Nearly touching conductors: why a lattice of steel balls has a divergent permittivity

1. The statement

Put perfectly conducting, uncharged inclusions of radius a on a lattice of period L in a host of relative permittivity ε₁. The gap between neighbouring surfaces is h = L − 2a (the full gap, not the half gap), f is the volume fraction of conductor, and ε is the static effective relative permittivity for a mean field E₀ along a lattice axis, perpendicular to the cylinders where there are cylinders. Units are SI. As h/a → 0 (Keller, 1963):

square array of cylinders: ε/ε₁ ≈ π√(a/h) ≈ π^(3/2) / [2√(π/4 − f)]
simple cubic array of spheres: ε/ε₁ = (π/2) ln(a/h) + B = −(π/2) ln(π/6 − f) + B′
field in the gap: about 2aE₀/h

B and B′ tend to constants. The smallest system that shows all of this is two conductors and one gap, and it can be solved exactly. Two trial fields, also in closed form, then show which part of the pair result the lattice inherits: the divergent term, but not the constant.

2. The lattice is one capacitor

Take the field along z. The plane through a layer of ball centres is a mirror plane and the applied potential is odd about it, so the plane is an equipotential, at the potential of the balls it cuts. Successive planes differ by V = E₀L. The planes x = ±L/2 and y = ±L/2 about a column of balls are mirror planes about which the potential is even, so no flux crosses them. The cell between two centre planes is thus a capacitor C with insulating side walls, whose electrodes are flat squares of side L with a hemispherical bump each. The flux of D through any cross-section of the cell is Q = CV, and the mean D is Q/L² = ε₀εE₀. Hence, exactly,

spheres: ε = C/(ε₀L)
cylinders: ε = C′/ε₀, with C′ the capacitance per unit length of the square cell.

Side neighbours in one layer share a potential, so of the three gaps per ball only the one along the field is charged. On the line of centres the whole voltage drops across h, so the mean field there is exactly E₀L/h = E₀(2a + h)/h.

The volume fractions are f = πa²/L² and f = 4πa³/(3L³). Expanding in h/a gives π/4 − f ≈ πh/(4a) for cylinders and π/6 − f ≈ πh/(4a) for spheres. Inserting h/a = 4(π/4 − f)/π in π√(a/h) gives the second form for cylinders. For spheres, −(π/2) ln(π/6 − f) → (π/2) ln(a/h) + (π/2) ln(4/π), so B′ = B − 0.38.

3. The model: two conductors, one gap

Keep two inclusions at potentials ±V/2 in an infinite host. The midplane z = 0 is at zero potential and the centres are at z = ±d, d = a + h/2. One parameter fixes the geometry:

cosh μ = d/a = 1 + h/(2a), so μ = √(h/a) [1 − h/(24a) + …].

3.1 Two cylinders: one pair of images

Place line charges ±λ at z = ±a sinh μ. Their potential is (λ/2πε₀ε₁) ln(r₋/r₊), with r₊ and r₋ the distances to the positive and the negative line. A point of the upper circle has coordinates a(sin θ, cosh μ + cos θ). Since cosh μ ± sinh μ = exp(±μ), r₋²/a² = 1 + 2 exp(μ) cos θ + exp(2μ) and r₊²/a² = 1 + 2 exp(−μ) cos θ + exp(−2μ), so r₋/r₊ = exp(μ) for every θ. The circle is an equipotential with V/2 = λμ/(2πε₀ε₁), and

C′(pair) = πε₀ε₁/μ = πε₀ε₁/arccosh(1 + h/2a) = πε₀ε₁ √(a/h) [1 + h/(24a) + …].

This is the divergent term of the square array with its coefficient, and with no additive constant. The volume-fraction form of section 1 has a similar closed form: π/4 − f = (π/4)(L² − 4a²)/L² = (π/4) tanh²μ, so π^(3/2)/[2√(π/4 − f)] = π coth μ exactly.

3.2 Two spheres: a chain of images

Start with q₁ = 4πε₀ε₁a(V/2) at the centre of the upper sphere, z₁ = d. Each charge qₙ at height zₙ needs a mirror charge −qₙ at −zₙ to keep the midplane at zero. That mirror charge lies a distance d + zₙ from the upper centre, and the sphere answers it with an image

qₙ₊₁ = qₙ a/(d + zₙ), at zₙ₊₁ = d − a²/(d + zₙ).

The recursion is solved by

zₙ = a sinh μ coth(nμ), qₙ = q₁ sinh μ/sinh(nμ).

The addition theorem gives d + zₙ = a sinh((n+1)μ)/sinh(nμ), from which both recursions follow, and z₁ = a cosh μ = d starts them. Summing the charges,

C(pair) = Q/V = 2πε₀ε₁ a sinh μ Σ 1/sinh(nμ), n = 1, 2, 3, …

The logarithm can be read off. For nμ ≪ 1 the charges fall as q₁/n, a harmonic series, and for nμ ≫ 1 they die exponentially. At h/a = 0.01, μ = 0.09996 and q₁₀/q₁ = 0.085, a little under 1/10. A harmonic series cut at n ≈ 1/μ gives ln(1/μ) ≈ ½ ln(a/h). The images crowd toward the height a sinh μ ≈ √(ah), which is also the radius of the patch over which the gap stays within a factor of two of h.

For the constant, write 1/sinh x = 1/x + w(x) with w smooth, w(0) = 0, w′(0) = −1/6, and sum to a large N. The first part gives (ln N + γ)/μ, with γ Euler's constant. The second, by the Euler–Maclaurin formula, gives (1/μ)∫w dx from 0 to X = Nμ, minus μw′(0)/12. The antiderivative of 1/sinh x is ln tanh(x/2), so the integral is ln tanh(X/2) − ln(X/2) → ln(2/X). N cancels:

Σ 1/sinh(nμ) = [ln(2/μ) + γ]/μ + μ/72 + …

With μ² → h/a and L → 2a,

C(pair) → πε₀ε₁a [ln(a/h) + 2 ln 2 + 2γ],
C(pair)/(ε₀ε₁L) → (π/2) ln(a/h) + π(ln 2 + γ) = (π/2) ln(a/h) + 3.99.

The coefficient π/2 is that of the general statement. At h/a = 0.01 this limit form gives 11.22 and the full sum 11.19.

3.3 Gap field of the sphere pair

At the centre of the gap each charge and its mirror contribute 2qₙ/(4πε₀ε₁zₙ²), so

E(mid) = [V/(a sinh μ)] Σ sinh(nμ)/cosh²(nμ).

Euler–Maclaurin gives the sum as 1/μ − μ/12 + …; with h = 2a(cosh μ − 1) = aμ²(1 + μ²/12 + …) and sinh μ = μ(1 + μ²/6 + …) this is E(mid) = (V/h)(1 − h/6a + …). To this order the profile along the axis is an even parabola whose mean is V/h, so the surface exceeds the mean by twice what the centre lacks: E(surface) = (V/h)(1 + h/3a + …). At h/a = 0.01 the image sums give 0.9983 V/h and 1.0033 V/h. The gap field is uniform along the axis to a fraction of order h/a, and with V = E₀L it is 2aE₀/h to the same order.

4. From the pair to the lattice: two trial fields

The pair sends flux from its far hemispheres through space that in the lattice belongs to other balls; the n = 1 term alone, C = 2πε₀ε₁a, contributes 2πa/L ≈ π to C/(ε₀ε₁L). So 3.99 is not B. The cell of section 2 can be bracketed instead. Let ρ be the distance from the axis, z the height above the midplane, and g(ρ) the length of host along a line parallel to z: g = L − 2√(a² − ρ²) for ρ < a and g = L beyond.

Lower bound (Thomson's principle). Among divergence-free fields D that carry the flux Q and do not cross the side walls, the true one has the least energy, Q²/2C. Try straight tubes, D = (κ/g) ẑ with κ constant. With J = ∫dA/g over the cross-section, Q = κJ and the energy is κ²J/(2ε₀ε₁) = Q²/(2ε₀ε₁J), so C ≥ ε₀ε₁J. The substitution s = √(a² − ρ²) turns the disc ρ < a into 2π∫s ds/(L − 2s) from 0 to a, which is (πL/2) ln(L/h) − πa. The rest of the square adds (L² − πa²)/L. Dividing by L,

ε/ε₁ ≥ (π/2) ln(L/h) − πa/L + 1 − πa²/L².

Upper bound (Dirichlet's principle). Among continuous potentials with the right electrode values, the true one has the least energy, CV²/2. Choose G = h + ρ²/a for ρ < a and G = h + a beyond. Since 2(a − √(a² − ρ²)) ≥ ρ²/a, G ≤ g everywhere. Try φ = −Vz/G for |z| < G/2 and φ = ∓V/2 above and below. Integrating |∇φ|² over z gives V²(1 + G′²/12)/G, with G′²/12 = ρ²/(3a²) on the disc. With u = ρ²/a the disc gives πa∫du (1 + u/3a)/(h + u) from 0 to a, and

ε/ε₁ ≤ {πa[(1 − h/3a) ln(1 + a/h) + 1/3] + (L² − πa²)/(a + h)}/L.

As h → 0 both bounds go as (π/2) ln(a/h) plus a constant: (π/2) ln 2 + 1 − 3π/4 = −0.27 below and 2 − π/3 = 0.95 above. This proves the coefficient π/2 for the lattice and confines the remainder to −0.27 ≤ B ≤ 0.95, or −0.65 ≤ B′ ≤ 0.57. The pair constant exceeds the upper limit by 3.04, nearly as much as the (π/2) ln 10 = 3.62 gained by narrowing the gap tenfold. The pair therefore gives the slope against ln(a/h), not the value of ε.

The same two trial fields, with a transverse coordinate x in place of ρ, bracket the square array:

ε/ε₁ ≥ [2L/√(L² − 4a²)] arctan√((L + 2a)/h) − π/2 + h/L → π√(a/h) − 1 − π/2
ε/ε₁ ≤ 2(1 − h/3a)√(a/h) arctan√(a/h) + 2/3 + h/(a + h) → π√(a/h) − 4/3

The lower bound follows from x = a sin θ in ∫dx/g, the upper from ∫dx (1 + x²/3a²)/(h + x²/a) over |x| < a; the last terms come from the strip of width h outside the cylinders. The constant of the square array lies between −2.57 and −1.33, so here too the pair, with constant zero, overshoots.

5. Numbers: steel balls

Assumed geometry: bearing balls of radius a = 5 mm on a simple cubic lattice, held by a host that fills the gaps completely. All columns after μ are ε/ε₁. "Dipole" is the Clausius–Mossotti result (1 + 2f)/(1 − f), which keeps only the dipole 4πε₀ε₁a³ times the Lorentz local field on each ball; "log" is (π/2) ln(a/h); "pair" is C(pair)/(ε₀ε₁L) from the full image sum.

h/a | h (µm) | f | μ | dipole | lower | log | upper | pair
0.1 | 500 | 0.4523 | 0.3149 | 3.48 | 3.57 | 3.62 | 4.52 | 7.38
0.01 | 50 | 0.5158 | 0.09996 | 4.20 | 6.99 | 7.23 | 8.15 | 11.19
0.001 | 5 | 0.5228 | 0.03162 | 4.29 | 10.59 | 10.85 | 11.80 | 14.84

Three things to see. The dipole formula lies below the rigorous lower bound in all three rows and saturates at 4.30 at contact: the charge in the patch of radius √(ah) needs multipoles up to order √(a/h), just as it needs about 1/μ images. The pair column rises by 3.81 and then 3.65 per decade, approaching 3.62. The bare logarithm falls inside the bracket, but the bracket is about one unit wide, so the statement without its constant fixes ε/ε₁ no better than that.

For the middle row in polystyrene (typical ε₁ = 2.5), L = 10.05 mm and the model's permittivity is 17.5 ≤ ε ≤ 20.4, or 1.6 to 1.8 pF per cell. The mean gap field is 201 E₀, against 200 E₀ from 2a/h.

The divergence is slow and the field penalty fast. To reach ε/ε₁ = 20 the limiting upper bound requires (π/2) ln(a/h) ≥ 20 − 0.95, that is h ≤ 27 nm for these balls. At h = 50 µm, with a typical polystyrene strength of 20 kV/mm assumed to hold in the gap, the mean field is limited to 0.10 kV/mm. The energy density ½ε₀εE₀² at that limit is a fraction (ε/ε₁)(h/L)² of what the plain host stores at the same strength, at most 2.0 × 10⁻⁴. Near-contact raises the permittivity and ruins the storable energy.

6. Numbers: round copper wires in oxide

The cylinder result applies to a dense square array of parallel metal lines. All columns after h/a are ε/ε₁.

h/a | lower | upper | π√(a/h) | pair π/μ | π coth μ
0.1 | 7.76 | 8.49 | 9.93 | 9.98 | 10.30
0.01 | 28.97 | 30.00 | 31.42 | 31.43 | 31.53

The three leading forms agree with each other far better than with the array, because all lack the negative constant. At h/a = 0.1, π√(a/h) is 17 % above the upper bound, at h/a = 0.01 still 5 %.

With an assumed a = 50 nm and h = 5 nm, and SiO₂ with a typical ε₁ = 3.9, the model gives 30.3 ≤ ε ≤ 33.1, or C′ = 0.27 to 0.29 fF/µm for the one charged gap per cell. A typical on-chip line has about 0.2 fF/µm to all its neighbours together; the model lies above that because its gap is a twentieth of the wire diameter, whereas real lines are roughly rectangular with gaps comparable to their width. At this scale the screening charge does not sit exactly on the geometric surface. A shift δ of each surface changes h by 2δ and π√(a/h) by the fraction δ/h; an assumed δ = 0.1 nm, of either sign, moves ε/ε₁ by 0.20, less than the bracket width of 0.72.

7. What cuts the divergence off in the steel lattice

Finite conductivity. A metal of conductivity σ at angular frequency ω has a contrast of modulus K = σ/(ωε₀ε₁) against the host. The flux density ε₀ε₁V/h enters the ball over a patch of radius √(ah) and spreads over a similar depth, which costs a potential drop of order V√(a/h)/K inside the metal. The ball is an equipotential if K ≫ √(a/h). For a typical steel conductivity of 5 × 10⁶ S/m in polystyrene at 1 MHz, K = 3.6 × 10¹⁰, against √(a/h) = 10 at h = 50 µm. Confining the current to a skin as thin as an assumed 1 µm would cost a factor of order √(ah)/(1 µm) = 500 and leave the margin enormous. For inclusions of finite contrast the logarithm stops growing near a/h ≈ K². Bare metal balls in real contact conduct, and the lattice is then no dielectric at all.

Frequency. The derivation is electrostatic and needs L far below the wavelength, which is 190 m in the host at 1 MHz. The result concerns ε only. The magnetisation of the steel and the eddy currents in the balls change the effective permeability, so the refractive index of the lattice is not √ε.

Shape and position. From dε/dh ≈ −(π/2)ε₁/h, a 5 µm change of a 50 µm gap moves ε/ε₁ by about 0.16. A departure from roundness of 0.25 µm, typical of good bearing balls, moves it by about 0.08 at h = 5 µm, but it is some nine times the 27 nm gap needed for ε/ε₁ = 20, where the smooth-sphere law no longer describes the gap.

The filling of the gap. The logarithm is collected between ρ ≈ √(ah) and ρ ≈ a, in equal shares per decade of ρ, and it carries the permittivity of whatever fills the gap there. An air void or a spacer of another material around the axis replaces ε₁ in the share of the logarithm that it covers. A void of radius 1 mm in a 50 µm gap covers ln(1 + ρ²/ah) = ln 5 out of ln(1 + a/h) = ln 101, that is 35 % of the gap integral, while occupying only 3 % of the cross-section of the cell.